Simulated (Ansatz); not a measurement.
A series in volume scale on GdP

All results are calculated (Ansatz 0.2.0). Free energy against uniform scaling of the volume at fixed shape and fractions; periodic cell, basis, potentials, k mesh and filling as listed.

The cell before it is scaled or strained (space group Fm-3m, No. 225):
```
CELL_PARAMETERS angstrom
0.00000 2.86990 2.86990
2.86990 0.00000 2.86990
2.86990 2.86990 0.00000
ATOMIC_POSITIONS crystal
Gd 0.00000 0.00000 0.00000
P 0.50000 0.50000 0.50000
```

Settings of every row: functional PBEsol; dispersion none; potentials PAW; wave cutoff 476.2 eV; density cutoff 1904.8 eV; k mesh 9x9x9; k shift 0x0x0; occupations fermi dirac; smearing width 0.15 eV; spin collinear.

Limits: coarse k mesh, up to 40 meV an atom off; state may not be the lowest; the cell comes from a prototype or a list of computed structures and needn't be the stable phase; with one magnetic atom in the cell only parallel moments are possible.

| row | volume scale | V (Å³/atom) | energy above lowest point (meV/atom) |
| --- | --- | --- | --- |
| 1 | 0.88 | 20.801 | 41.5 |
| 2 | 0.92 | 21.746 | 8.2 |
| 3 | 0.96 | 22.692 | 0 |
| 4 | 1 | 23.637 | 12.3 |
| 5 | 1.04 | 24.583 | ? |
| 6 | 1.08 | 25.528 | 84 |
| 7 | 1.12 | 26.474 | 137.5 |

Question: what energy above lowest point should row 5 give?

Worked fit of energy above lowest point. Take u = (V_r/V)^(2/3) − 1 with V_r = 23.165 Å³ an atom, which is twice the finite (Eulerian) strain; such expansions in the strain, on which the Birch-Murnaghan equation of state is built, carry the rest volume and the bulk modulus. The shown rows have u = 0.0744, 0.04304, 0.01385, -0.01336, -0.0627, -0.08517. Least squares give energy above lowest point = 3.89 − 461.5 × u + 13003 × u² meV/atom; a straight line predicts inner rows, each left out in turn, worse (root mean square 33 against 0.099 meV/atom). The rows lie off it by 0.0, 0.1, 0.0, -0.1, 0.1, 0.0. The withheld row has u = -0.03883, so the fit gives 3.89 − 461.5 × (-0.03883) + 13003 × (-0.03883)² = 41.4 meV/atom.

The calculation gave 41.4 meV/atom. The fit meets it to the printed digit.
